The Cottrell-Bilby t^(2/3) law of strain ageing, for carbon in bcc iron at 320 K

1. Statement

A straight edge dislocation lies along z, with Burgers vector b along +x and extra half-plane at y > 0; r and θ are polar coordinates, θ counted from +x. A solute of relaxation volume ΔV has the size-interaction energy

E = A sinθ/r,  A = μ b ΔV (1+ν)/[3π(1−ν)],

so an oversized solute (A > 0) is attracted to the dilated side, y < 0. Let the solute start at uniform concentration n0, let the core absorb every atom that reaches it, and let atoms move only by the drift v = −(D/kT) grad E with constant D. Define L = A/kT and ℓ = (L D t)^(1/3). Then:

(a) atoms move on circles through the core, centred on the glide plane and orthogonal to the equipotentials;

(b) the number that has reached unit length of line is N0(t) = c0 n0 (A D t/kT)^(2/3), with c0 = 3(π/2)^(1/3) = 3.487 (Cottrell and Bilby, 1949);

(c) random diffusion adds, to first order, N1(t) = (5/π) n0 D t, so that N1/N0 = 0.456 s with s = ℓ/L = (Dt/L²)^(1/3).

For 100 wt ppm of dissolved carbon at 320 K the model needs 9.1 min by (b), and 6.1 min by (b) plus (c), to collect one carbon atom per length b of line. A hand estimate gives 36 min.

2. Inputs

The elastic constants are compiled 300 K values (Sha 2006), used unchanged at 320 K: C11 = 232.2, C12 = 135.6, C44 = 117 GPa. The other inputs are typical, approximate values: lattice parameter a ≈ 2.866 Å; D = D0 exp(−Q/kT) with D0 ≈ 0.02 cm²/s and Q ≈ 0.87 eV; and, for carbon on an octahedral site, strains per unit C/Fe ratio λ1 ≈ 0.86 along the tetragonal axis and λ2 ≈ −0.08 across it, so that ΔV = (λ1 + 2λ2)Ω = 0.70 Ω, with Ω the atomic volume of iron. The carbon content, 100 wt ppm, and the dislocation density, ρ = 10¹⁰ cm⁻², are assumed. The time t1 defined by N b = 1 is a conventional marker for a filled core and no sharp physical event.

3. Estimate by hand

Stresses near a dislocation are of order μb/(2πr). With μ ≈ 80 GPa, b ≈ 2.5 Å and ΔV ≈ 8 Å³, stress times volume gives A ≈ μ b ΔV/(2π) ≈ 1.6 eV Å. With kT ≈ 0.028 eV, L ≈ 57 Å, say 60 Å; inside this distance the interaction exceeds kT.

For D, Q/k ≈ 1.01×10⁴ K, which at 320 K is 13.7 decades, a factor 2.0×10⁻¹⁴, so D ≈ 4 Å²/s. The exponent does not tolerate the rounded kT, which would give 6.4 Å²/s.

The C/Fe ratio is 10⁻⁴ × 56/12 ≈ 4.7×10⁻⁴; at 12 Å³ per iron atom n0 ≈ 3.9×10⁻⁵, say 4×10⁻⁵ Å⁻³. One atom per b requires an area 1/(n0 b) ≈ 1.0×10⁴ Å² to be swept clean.

The force at distance r is about A/r², the speed L D/r², and distance over speed gives t ≈ r³/(L D). Only the dilated half-plane attracts, so take a half-disc of area πr²/2. This already yields the exponent: N ≈ (π/2) n0 (L D t)^(2/3). The half-disc of 1.0×10⁴ Å² has r ≈ 80 Å, and t1 ≈ 80³/(60 × 4) ≈ 2.1×10³ s, or 36 min.

4. Careful calculation

4.1 The constant A. In isotropic elasticity, with σ0 = μb/[2π(1−ν)r] and tension positive,

σxx = −σ0 sinθ (2 + cos2θ), σyy = σ0 sinθ cos2θ, σxy = σ0 cosθ cos2θ, σzz = −2ν σ0 sinθ.

The pressure is p = −(tr σ)/3 = (2/3)(1+ν) σ0 sinθ, and E = p ΔV, where ΔV is the volume change of a free crystal on adding one solute. This gives A as stated. The bulk modulus is K = (C11 + 2C12)/3 = 167.8 GPa. With C′ = (C11 − C12)/2 = 48.3 GPa, the Voigt shear modulus is (2C′ + 3C44)/5 = 89.5 GPa, the Reuss modulus 5/(2/C′ + 3/C44) = 74.6 GPa, and their (Hill) mean μ = 82.0 GPa; ν = (3K − 2μ)/[2(3K + μ)] = 0.290 and (1+ν)/(1−ν) = 1.816. Further Ω = a³/2 = 11.77 Å³, b = a√3/2 = 2.482 Å and ΔV = 8.24 Å³. Hence A = 2.02 eV Å (3.23×10⁻²⁹ J m). The Voigt and Reuss moduli give 2.13 and 1.90 eV Å, which only indicates the latitude of an isotropic treatment of a crystal with C44/C′ = 2.42. At 320 K, kT = 0.02758 eV, L = 73.2 Å and D = 3.97 Å²/s. Third figures serve to form ratios; the inputs do not support them.

4.2 Paths. The velocity components are v_r = D L sinθ/r² and v_θ = −D L cosθ/r², and the speed is D L/r² in every direction. Along a path dr/(r dθ) = v_r/v_θ = −tanθ, so for x > 0

r = 2R cosθ,

a circle of radius R centred at (R, 0); the paths for x < 0 are mirror images. The equipotentials r = (A/E) sinθ are circles centred on the y axis, and the families are orthogonal because v is parallel to grad E. Since v_θ < 0, θ decreases: an atom on the compressed side first moves outward, crosses the glide plane at r = 2R and enters the core from below, at θ = −π/2. This proves (a). Because ∇²E = 0 the flow is divergence-free, and the concentration stays n0 wherever solute remains.

4.3 Arrival time and swept area. On the circle the arc element is 2R dθ, so the time to reach the core from angle θ is

t = (8R³/DL) g(θ),  g(θ) = ∫ cos²θ′ dθ′ from −π/2 to θ = θ/2 + π/4 + (sin2θ)/4.

Atoms that arrive before t have R < R*(θ) = (ℓ/2) g^(−1/3), so the swept region is bounded by r*(θ) = ℓ cosθ g^(−1/3). It reaches 3^(1/3) ℓ = 1.442 ℓ straight below the core, (4/π)^(1/3) ℓ = 1.084 ℓ on the glide plane, and shrinks to zero straight above. Its area, counting both sides, is

2 ∫ (r*²/2) dθ = ℓ² ∫ g^(−2/3) cos²θ dθ = ℓ² ∫ g^(−2/3) dg = 3 ℓ² g(π/2)^(1/3) = 3 (π/2)^(1/3) ℓ².

Multiplying by n0 proves (b). Stopping at θ = 0, where g = π/4, gives the part that starts on the dilated side, 3(π/4)^(1/3) = 2.768; the remaining 20.6 % of the atoms start on the repulsive side. The exponent is more general than the prefactor: for any E = A f(θ)/r the drift problem contains only the length ℓ, so N ∝ ℓ² ∝ t^(2/3).

4.4 Numbers. With molar masses 55.845 and 12.011 g/mol, C/Fe = 4.65×10⁻⁴ and n0 = 3.95×10⁻⁵ Å⁻³. The required area is 1/(n0 b) = 1.020×10⁴ Å², so ℓ = 54.1 Å and t1 = ℓ³/(L D) = 5.4×10² s = 9.1 min. The swept region then extends 78.0 Å below the core and 58.6 Å along the glide plane, little against the dislocation spacing ρ^(−1/2) = 1000 Å, and the matrix has lost ρ/(n0 b) = 1.0 % of its carbon, so depletion is negligible. The local ratio of drift to diffusion, v r/D = L/r, is however only 0.94 at the lowest point, and s = 0.739. Diffusion has to be sized.

4.5 First diffusion correction. The concentration c obeys ∂c/∂t = D[∇²c + grad c · grad E/kT]. Map the plane by u − iζ = −1/(x + iy), so that E = −Aζ, the circles become lines of constant u, the core goes to infinity, and ∇² acquires the factor 1/f, f = (u² + ζ²)^(−2). The deficit n0 − c obeys the same equation and N is its integral. It enters from the compressed side of the core (ζ = −∞) with flux n0 D L per unit u and leaves at ζ = +∞. If T is the value of Dt that an element of deficit spends outside the core, then dN/dt = n0 D L M, with M = ∫ du Prob(T > Dt). The average φ = ⟨exp(−κT)⟩ over the remaining path from (u, ζ) obeys

L ∂φ/∂ζ + ∇²φ = κ f φ,  φ → 1 for ζ → +∞,

and G(κ) = ∫ du [1 − φ(u, −∞)] is κ times the Laplace transform of M in Dt. Without ∇²φ, φ0 = exp(−κS/L), where S is the integral of f from ζ to ∞; its full value π/(2|u|³) gives M0 = 2[π/(2LDt)]^(1/3), and integration over t returns (b). At first order L ∂φ1/∂ζ − κ f φ1 = −∇²φ0. Multiply by ψ0 = exp(−κS̄/L), with S̄ = π/(2|u|³) − S, which makes the left side L ∂(ψ0 φ1)/∂ζ; integrate over u, then over ζ, and by parts:

G1 = (1/L) ∬ grad ψ0 · grad φ0 = (κ²/L³) ∬ exp(−κπ/(2L|u|³)) grad S · grad S̄ du dζ.

For u > 0 put ζ = u tanχ and B(χ) = 4 ∫ cos⁴ from 0 to χ. Then ∂S/∂u = −(3π/4 − B)/u⁴, ∂S̄/∂u = −(3π/4 + B)/u⁴ and ∂S̄/∂ζ = −∂S/∂ζ = cos⁴χ/u⁴, so the ζ integral is J/u⁷ with

J = ∫ (9π²/16 − B² − cos⁸χ) dχ/cos²χ over (−π/2, π/2).

Two integrations by parts turn the first two terms into 8∫cos⁸χ dχ = 35π/16, the last is −∫cos⁶χ dχ = −5π/16, and J = 15π/8. The u integral of u⁻⁷ exp(−κπ/(2Lu³)) over u > 0 is (1/3)(2L/κπ)². Both signs of u give G1 = 8J/(3π²L) = 5/(πL), independent of κ. So M1 = 5/(πL), dN1/dt = (5/π) n0 D = 1.592 n0 D, and (c) follows.

t (s) | s | N0 b | (N0+N1) b | d ln N/d ln t
10 | 0.195 | 0.070 | 0.076 | 0.69
100 | 0.420 | 0.32 | 0.39 | 0.72
300 | 0.606 | 0.67 | 0.86 | 0.74

At the drift value of t1 the added term is 34 % of N0. Solving c0 s² + (5/π) s³ = 1/(n0 b L²) = 1.905 gives s = 0.649 and t1 = 3.7×10² s = 6.1 min.

Higher orders in s are not computed here, but the long-time limit indicates their size. The steady solution that vanishes at the core is c ∝ exp(−E/2kT) K0(L/2r), with K0 the modified Bessel function; far away K0 → ln(r/r_eff), r_eff = L e^γ/4 = 0.445 L = 33 Å, γ being Euler's constant. At late times the dislocation thus acts as an absorbing cylinder of radius r_eff, whose rate in units of 2πD n0 is (4/π²) ∫ exp(−τξ²) dξ/{ξ[J0(ξ)² + Y0(ξ)²]} over ξ > 0, τ = Dt/r_eff². At τ = 5 (s = 0.997) this is 0.63, the two-term rate 0.62 and the drift rate alone 0.37. Neither form is exact there, but their meeting near s = 1 suggests that the omitted orders are well below N1 at s = 0.65.

4.6 The tetragonal term. Carbon is no pure centre of dilatation. On a site with axis e_i along a cube edge, E_i = −Ω[λ2 tr σ + (λ1 − λ2) e_i·σ·e_i]. The mean over the three axes is p ΔV, the energy used above. Take x ∥ [111], y ∥ [−110]. On the glide plane only σxy survives, and E_i = ±(2/√6)(λ1 − λ2)Ω σ0 for two axes and 0 for the third, that is ±1.28 A/r: the neglected term is as large as the retained one. Each jump of length a/2 changes the axis; the jump rate is 24D/a² = 11.6 s⁻¹ and the Snoek relaxation time a²/(36D) = 0.057 s, against some 4.3×10³ jumps during t1. The axes are therefore in local equilibrium, and the drift follows the free energy F = −kT ln[(1/3) Σ exp(−E_i/kT)]. On the glide plane F ≈ −0.54 (L/r)(A/r) for r ≫ L, an extra attraction that is of second order far out but comparable with A/r at the edge of the swept region. Its effect on drift can be bounded. Since ∂F/∂r = −⟨E_i⟩/r, with ⟨ ⟩ the thermal average over axes, d(r³)/dt = 3 (D/kT) r⟨E_i⟩, and the lowest E_i over all angles is −1.33 A/r, near θ = −73°. No atom can arrive from beyond (3 × 1.33)^(1/3) ℓ, so N is at most 2.3 times N0 and the drift value of t1 shrinks by at most 3.4; the true gain is smaller, since part of the plane still repels. The same term gives screw dislocations, which carry no pressure in isotropic elasticity, their attraction for carbon. The dependence of D on stress is also neglected; it is of order A/r in the exponent unless site and saddle point distort the lattice alike, and its weight is limited by the fact that most of the travel time, which grows as r³, is spent far out.

5. Why the estimate and the calculation differ

Both have the form t1 = [1/(c n0 b)]^(3/2)/(L D), with c = π/2 by hand and c0 = 3.487 in drift theory. A factor in the swept area enters the time to the power 3/2, so the ratio 2.22 of the prefactors becomes 3.31. It splits into four parts, and three more factors complete the account. Each entry is the ratio of t1 before the step to t1 after it.

Step | prefactor c after the step | factor in t1
Acceleration on the way in | 3.267 | 3.00
Radial pull ∝ |sinθ| | 2.330 | 0.60
Tangential drift, dilated side | 2.768 | 1.29
Atoms from the compressed side | 3.487 | 1.41
Pressure in place of μb/(2πr) | – | 1.21
Rounding of inputs | – | 0.98
Diffusion, first order | – | 1.48

Acceleration. The estimate holds the speed at its starting value. The speed grows as 1/r², and integrating r² dr = −L D dt gives r³ = 3LDt: the fall takes one third of the estimated time. This is the largest single item, and it moves c from π/2 to 3^(2/3) π/2.

Angle. The estimate gives the whole half-plane the full radial force. If atoms kept their angle, r³ = 3LDt |sinθ|, and the area would be (3^(2/3)/2) ∫ sin^(2/3)θ dθ over (0, π), where the integral is √π Γ(5/6)/Γ(4/3) = 2.241 in place of π. This step alone lengthens the time.

Curved paths. The tangential force A cosθ/r² carries atoms from near the glide plane into directions of strong pull, which raises c from 2.330 to 2.768, and it brings round atoms that start on the compressed side, which multiplies c by 2^(1/3) and divides the time by √2. The last three steps nearly cancel, 0.60 × 1.29 × 1.41 ≈ 1.1, which is why a half-disc is a fair picture of the area although the true region has another shape.

Strength of the field. The pressure amplitude exceeds μb/(2πr) by 2(1+ν)/[3(1−ν)] = 1.21, and t1 ∝ 1/A. The roundings of μ, b, ΔV, L, D, n0 and r happen to compensate to 0.98. The six factors so far give 3.9, the ratio of 36 min to 9.1 min.

Diffusion. The estimate and law (b) both ignore it. It feeds solute across the flow lines into the emptied region on the compressed side, from where short circles deliver it quickly, and it shortens t1 by 1.48. The overall ratio is 5.8.

The gap is thus mostly geometry and integration, which are exact within the model, and hardly rounding. It is of the same order as what the model leaves open: the tetragonal term (up to 3.4, toward shorter times), an uncertainty of 0.02 eV in Q (a factor 2.1 either way), and the perfect sink, which cannot hold as N b approaches 1, because filled sites stop absorbing and captured carbon relaxes the field, so that uptake slows. The result of 6 to 9 min is the model's and is good to a factor of a few. As typical knowledge, not as a measurement, locking in low-carbon iron near 320 K takes some tens of minutes to hours, so the model's time is short by a factor of several or more. The perfect sink acts in that direction, and so does the high assumed carbon content, since t1 ∝ n0^(−3/2) in drift: for 20 wt ppm law (b) gives 101 min at s = 1.65, outside its range, and the two-term form, stretched to s = 1.31, gives 50 min. The pure t^(2/3) law describes the filling of the core only if s = (c0 n0 b L²)^(−1/2) is small, that is for high content and low temperature; otherwise it holds for the first part of the uptake, and the local exponent drifts upward from 2/3 as in the table until saturation bends it down.